# Gummel–Poon charge control in the lightly doped base of a silicon lateral pnp

## Result

Conventions: $x$ runs through the quasi-neutral n-type base from its emitter edge ($x=0$) to its collector edge ($x=W$). $V_{EB}$ and $V_{CB}$ are internal junction voltages, positive for forward bias, and $V_T=kT/q$. $I_C$ is the hole transport current, positive from emitter to collector; in forward-active bias it equals the collector terminal current up to junction leakage. $Q_B=qA\int_0^W n\,dx$ is the magnitude of the electron charge in the base and $Q_{B0}$ its zero-bias value.

The relation of Gummel and Poon (1970) reads

$$I_C=\frac{I_S}{q_b}\left[e^{V_{EB}/V_T}-e^{V_{CB}/V_T}\right],\qquad I_S=\frac{q^2A^2D_pn_i^2}{Q_{B0}},\qquad q_b=\frac{Q_B}{Q_{B0}}, \tag{1}$$

$$q_b=\frac{q_1}{2}+\sqrt{\frac{q_1^2}{4}+q_2},\qquad q_1\approx1+\frac{V_{EB}}{V_B}+\frac{V_{CB}}{V_A},\qquad q_2\approx\frac{I_S}{I_{KF}}e^{V_{EB}/V_T},\qquad I_{KF}=\frac{Q_{B0}}{\tau_F}. \tag{2}$$

The form of $q_2$ is for forward-active bias. For $q_2\gg1$ and constant $\tau_F$, $I_C\to\sqrt{I_SI_{KF}}\,e^{V_{EB}/2V_T}$. In a uniform base $\tau_F$ is not constant. It falls from $W^2/2D_p$ at low injection to $W^2/4D_p$ at high injection, with $W=q_1W_0$ and $W_0$ the zero-bias width. The correct asymptote is

$$I_C\to\frac{\sqrt{I_SI_{KF}}}{q_1}\,e^{V_{EB}/2V_T},\qquad I_{KF}=\frac{4D_pQ_{B0}}{W_0^2}. \tag{3}$$

## Problem

A lateral pnp at $T=300$ K is modelled as a one-dimensional strip between the facing sidewalls of two identical abrupt p$^+$ regions. The static dielectric constant of Si is 11.7 (compiled value, Ioffe Institute, 300 K). All entries of the table are assumed.

| Assumed input | Value |
|---|---|
| base donor density $N$, uniform | $5\times10^{15}$ cm$^{-3}$ |
| emitter and collector acceptor density $N_A$ | $5\times10^{18}$ cm$^{-3}$ |
| metallurgical base width $W_m$ | 6.0 µm |
| emitter perimeter × junction depth | 120 µm × 3 µm |
| intrinsic density $n_i$ | $1.0\times10^{10}$ cm$^{-3}$ |
| hole diffusivity in the base $D_p$, constant | 11 cm$^2$/s |
| collector bias $V_{CB}$ | $-5$ V |

Find (a) $Q_{B0}$ and $I_S$; (b) $q_1$ and the Early voltage; (c) $\tau_F$, $I_{KF}$ and the knee voltage; (d) $I_C$ at $V_{EB}=0.60$, 0.70, 0.75 and 0.80 V from (2), compared with the closed-form solution of the same strip.

**Answers (the model's).** (a) $Q_{B0}=1.46$ pC, $I_S=2.51\times10^{-16}$ A. (b) $q_1=0.892$ at 0.60 V, local Early voltage 43 V. (c) $\tau_F=11.6$ ns at low and 5.82 ns at high injection for $W=W_0$; $I_{KF}=251$ µA in (3), reached as $q_2=1$ at 0.714 V. (d) Closed form: 3.30 µA, 101 µA, 381 µA, 1.20 mA.

## Why the relation holds

With quasi-Fermi potentials $\phi_p$ and $\phi_n$, the hole current density is $J_p=-q\mu_pp\,d\phi_p/dx$ and $pn=n_i^2e^{(\phi_p-\phi_n)/V_T}$. The electron current along $x$ is small, so $\phi_n$ is flat and tied to the base potential. Then $d(pn)/dx=(pn/V_T)\,d\phi_p/dx$, and with $D_p=\mu_pV_T$

$$J_p=-\frac{qD_p}{n}\frac{d(pn)}{dx}. \tag{4}$$

Without recombination $J_p$ is independent of $x$. Multiply (4) by $n$ and integrate over the base, with $pn=n_i^2e^{V_{EB}/V_T}$ at $x=0$ and $n_i^2e^{V_{CB}/V_T}$ at $x=W$:

$$J_p\int_0^Wn\,dx=qD_pn_i^2\left[e^{V_{EB}/V_T}-e^{V_{CB}/V_T}\right].$$

Multiplying by $qA^2$ gives $I_CQ_B=q^2A^2D_pn_i^2[\dots]$, which is (1). No assumption on the injection level was made.

Quasi-neutrality gives $n=N+p$, so $Q_B=qANW+Q_p$, with $Q_p$ the stored hole charge. The first term defines $q_1=W/W_0$. Forward bias narrows a depletion layer and raises $q_1$; to first order in the voltages the slopes are $1/V_B=C_{jE}/Q_{B0}$ and $1/V_A=C_{jC}/Q_{B0}$, with $C_j$ the junction capacitances. For the second term write $Q_p=\tau_FI_C=\tau_FI_F/q_b$, where $I_F=I_Se^{V_{EB}/V_T}$ and the collector exponential is dropped. Division by $Q_{B0}$ gives $q_b=q_1+q_2/q_b$ with $q_2=I_F/I_{KF}$, whose positive root is (2). For large $q_2$, $q_b\to\sqrt{q_2}$ and $I_C=I_F/q_b\to\sqrt{I_FI_{KF}}$.

**Closed form for a uniform base.** Let $u=p/N$, $y=u(0)$ and $u(W)=0$. Equation (4) becomes $J_p\,dx=-qD_pN\,\frac{1+2u}{1+u}\,du$. Integrating it once as it stands and once weighted with $u$ gives

$$I_C=\frac{I_0}{q_1}\,j,\quad j=2y-\ln(1+y),\quad y(1+y)=g\equiv\frac{n_i^2}{N^2}e^{V_{EB}/V_T},\quad I_0=\frac{qAD_pN}{W_0}, \tag{5}$$

$$\tau_F=\frac{Q_p}{I_C}=\theta\,\frac{W^2}{D_p},\qquad\theta=\frac{y^2-y+\ln(1+y)}{j^2}. \tag{6}$$

Here $I_F=I_0g$. The factor $\theta$ tends to $1/2$ for $y\to0$ and to $1/4$ for $y\to\infty$: the field that holds the neutralising electrons in place drives the holes and doubles their effective diffusivity (the Webster effect). For large $y$, $j\to2\sqrt g$, and $2I_0\sqrt g/q_1$ equals (3), because $I_{KF}=4I_0$ and $I_S=I_0n_i^2/N^2$. Putting $\tau_F=q_1^2W_0^2/4D_p$ into (2) replaces $q_2$ by $q_1^2q_2$ and factorises the root,

$$q_b=q_1\left[\tfrac12+\sqrt{\tfrac14+q_2}\right],\qquad q_2=\frac{I_F}{4I_0}, \tag{7}$$

the structure used in the SPICE version of the model. The local ideality factor at fixed $q_1$ follows from $dj/dg=1/(1+y)$:

$$m=\left(V_T\frac{d\ln I_C}{dV_{EB}}\right)^{-1}=\frac jy=2-\frac{\ln(1+y)}{y}. \tag{8}$$

## Numbers

Unrounded values are carried between steps.

**(a) Zero-bias charge.** $V_T=25.85$ mV, $\varepsilon=11.7\,\varepsilon_0=1.036\times10^{-12}$ F/cm, $A=360$ µm$^2=3.6\times10^{-6}$ cm$^2$. The built-in voltage is $V_{bi}=V_T\ln(N_AN/n_i^2)=25.85\text{ mV}\times33.15=0.857$ V. Since $N/N_A$ is 0.1 %, each depletion layer lies in the base, with width $x_d=\sqrt{(2\varepsilon/qN)(V_{bi}-V)}$ at junction voltage $V$ and $2\varepsilon/qN=0.2586$ µm$^2$/V. At zero bias $x_0=0.471$ µm, so $W_0=W_m-2x_0=5.058$ µm and the Gummel number is $NW_0=2.53\times10^{12}$ cm$^{-2}$. Then

$$Q_{B0}=qANW_0=(1.602\times10^{-19}\,\text{C})(3.6\times10^{-6}\,\text{cm}^2)(2.53\times10^{12}\,\text{cm}^{-2})=1.46\text{ pC},$$

$$I_S=\frac{qAD_pn_i^2}{NW_0}=\frac{(1.602\times10^{-19}\,\text{C})(3.6\times10^{-6}\,\text{cm}^2)(11\,\text{cm}^2/\text{s})(10^{20}\,\text{cm}^{-6})}{2.53\times10^{12}\,\text{cm}^{-2}}=2.51\times10^{-16}\text{ A},$$

and $I_0=I_SN^2/n_i^2=62.7$ µA.

**(b) Depletion term.** The zero-bias capacitance of each sidewall is $\varepsilon A/x_0=79.2$ fF, so $V_A=V_B=1.46\text{ pC}/79.2\text{ fF}=18.4$ V. These are tangents at zero bias and do not reach to $-5$ V. There $x_C=1.231$ µm, and the collector term is $-(x_C-x_0)/W_0=-0.150$, where the linear form gives $-5\text{ V}/18.4\text{ V}=-0.271$. A chord value $V_A=33$ V reproduces $-0.150$. At $V_{EB}=0.60$ V, $x_E=0.258$ µm and the emitter term is $(x_0-x_E)/W_0=0.042$, so $q_1=1+0.042-0.150=0.892$, against 0.761 from the two tangents. The square-root law is used below. By (5), $I_C\propto1/W$ at fixed $V_{EB}$, so the local Early voltage, defined as $I_C$ over the output conductance, is

$$\frac{W}{dx_C/d|V_{CB}|}=\frac{2W(V_{bi}+5\text{ V})}{x_C}=\frac{2(4.51\,\mu\text{m})(5.857\text{ V})}{1.231\,\mu\text{m}}=43\text{ V}.$$

**(c) Knee.** $W_0^2/D_p=(5.058\times10^{-4}\text{ cm})^2/(11\text{ cm}^2/\text{s})=23.3$ ns. The low-injection transit time 11.6 ns gives $Q_{B0}/\tau_F=2I_0=125$ µA. The high-injection value 5.82 ns gives $I_{KF}=4I_0=251$ µA. With the latter, $q_2=1$ means $e^{V_K/V_T}=4N^2/n_i^2$, so

$$V_K=2V_T\ln\frac{2N}{n_i}=2(25.85\text{ mV})(13.82)=0.714\text{ V},$$

independent of $A$, $D_p$ and $W_0$. The low-injection choice would place the knee at 0.696 V. The prefactor $\sqrt{I_SI_{KF}}=2qAD_pn_i/W_0=2.51\times10^{-10}$ A contains the base doping only through $W_0$, because far above the knee the injected carriers outnumber the donors.

**(d) Currents.** The collector exponent is $V_{CB}/V_T=-193$, so that term vanishes. Three evaluations are compared: A, equation (2) with the constant $\tau_F=W_0^2/2D_p$; B, equation (7); C, the closed form (5). For $V_{EB}=0.75$ V:

- $e^{29.01}=3.98\times10^{12}$, $I_F=997$ µA, $g=I_F/I_0=15.9$, $q_1=0.910$.
- A: $q_2=997/125.4=7.95$, $q_b=0.455+\sqrt{0.207+7.95}=3.31$, $I_C=301$ µA.
- B: $q_2=997/250.9=3.98$, $q_b=0.910\times2.556=2.33$, $I_C=429$ µA.
- C: $y=\tfrac12(\sqrt{1+4g}-1)=3.52$, so $p(0)=1.76\times10^{16}$ cm$^{-3}$; $j=7.038-1.508=5.530$, $I_C=62.7\,\mu\text{A}\times5.530/0.910=381$ µA, which corresponds to $q_b=I_F/I_C=2.62$.

| $V_{EB}$ (V) | $x_E$ (µm) | $q_1$ | $I_F$ | $g$ | $y$ | $\theta$ | $m$ |
|---|---|---|---|---|---|---|---|
| 0.60 | 0.258 | 0.892 | 3.01 µA | 0.0480 | 0.0459 | 0.49 | 1.02 |
| 0.70 | 0.202 | 0.903 | 144 µA | 2.30 | 1.10 | 0.40 | 1.32 |
| 0.75 | 0.166 | 0.910 | 997 µA | 15.9 | 3.52 | 0.34 | 1.57 |
| 0.80 | 0.121 | 0.919 | 6.90 mA | 110 | 10.0 | 0.30 | 1.76 |

| $V_{EB}$ (V) | $q_b$, A | $q_b$, B | $I_C$, A | $I_C$, B | $I_C$, C | A/C | B/C |
|---|---|---|---|---|---|---|---|
| 0.60 | 0.918 | 0.902 | 3.28 µA | 3.34 µA | 3.30 µA | 0.99 | 1.01 |
| 0.70 | 1.61 | 1.27 | 89.3 µA | 113 µA | 101 µA | 0.88 | 1.12 |
| 0.75 | 3.31 | 2.33 | 301 µA | 429 µA | 381 µA | 0.79 | 1.13 |
| 0.80 | 7.89 | 5.30 | 0.874 mA | 1.30 mA | 1.20 mA | 0.73 | 1.08 |

All three columns obey (1) and differ only in $\tau_F$; inserting (6) into (2) returns column C identically. Choice A falls further behind as the bias rises, towards the ratio $q_1/\sqrt2$, which is 0.65 for $q_1=0.919$. It also loses the Early effect at high current, since $q_1$ drops out of $\sqrt{q_2}$, whereas (5) keeps $I_C\propto1/W$. Choice B is right in both limits and lies about one eighth above C at 0.70 and 0.75 V. The asymptote is approached slowly: at 0.80 V, where $p(0)$ is ten times $N$, (3) gives 1.43 mA, 1.19 times column C, and $m$ is 1.76 and not yet 2.

## Size of the neglected terms

The third figure in the tables serves the comparison of A, B and C at common inputs. Absolute values are much less certain: a 10 % rise in $n_i$ raises $I_S$ by 21 % and lowers $V_K$ by 4.9 mV.

- **Emitter depletion edge.** The depletion formula fails as $V_{EB}$ nears $V_{bi}$. The emitter term cannot exceed $x_0/W_0=0.093$, so $q_1\le0.943$, and the current at 0.80 V could fall by about 2.6 % at most.
- **Recombination in the strip.** For an assumed hole lifetime of 1 µs the fraction lost is about $\tau_F/\tau_p$, which is 1.2 % for $\tau_F=11.6$ ns and less for the shorter transit times at the biases used.
- **Slope of $\phi_n$.** The ratio of the gradients of $\phi_n$ and $\phi_p$ is $(J_n/J_p)(\mu_p/\mu_n)(p/n)$ in magnitude. For an assumed current gain of 10 at 0.80 V, with the whole base current flowing along $x$, and a typical mobility ratio of 1/3, it stays below 3.3 %.
- **Holes in the collector depletion layer.** At 0.80 V, $J_p=334$ A/cm$^2$. An assumed drift velocity of $6\times10^6$ cm/s gives $p=J_p/qv=3.5\times10^{14}$ cm$^{-3}$, or 6.9 % of $N$. This charge has the sign of the donors, narrows $x_C$ by 0.041 µm and widens the base by 0.9 %. The same density as boundary value $u(W)$ lowers $j$ by 0.4 %.
- **Diffusivity.** Electron–hole scattering lowers $D_p$ at the densities of the last row, typically by an amount of order 10 %, comparable with the gap between B and C.
- **Base resistance.** This term rivals the effect under study. With the gain of 10 and an assumed $R_B=300\ \Omega$, the drop at 1.20 mA is 36 mV, against $mV_T=45.5$ mV for a factor $e$ in current. The tables hold for internal voltages only, and a measured Gummel plot bends more strongly than (8).

The strip also omits injection from the emitter floor. Part of those holes reaches the collector along longer paths and adds to $I_S$. The rest is stored under the emitter, where it feeds the base current and the delay seen in $f_T$ but lies outside the integral $Q_B$ of the sidewall path, so a $\tau_F$ extracted from $f_T$ does not belong in $I_{KF}=Q_{B0}/\tau_F$. As typical knowledge, small integrated lateral pnp transistors have $I_S$ of order $10^{-15}$ A and $\tau_F$ of 20 to 30 ns, so the model's $I_S$, and with it the currents at given $V_{EB}$, are low by a factor of several and its transit time by a factor of two or more. The model's knee voltage of 0.71 V is less exposed to this omission, since it depends only on $N/n_i$ and $T$.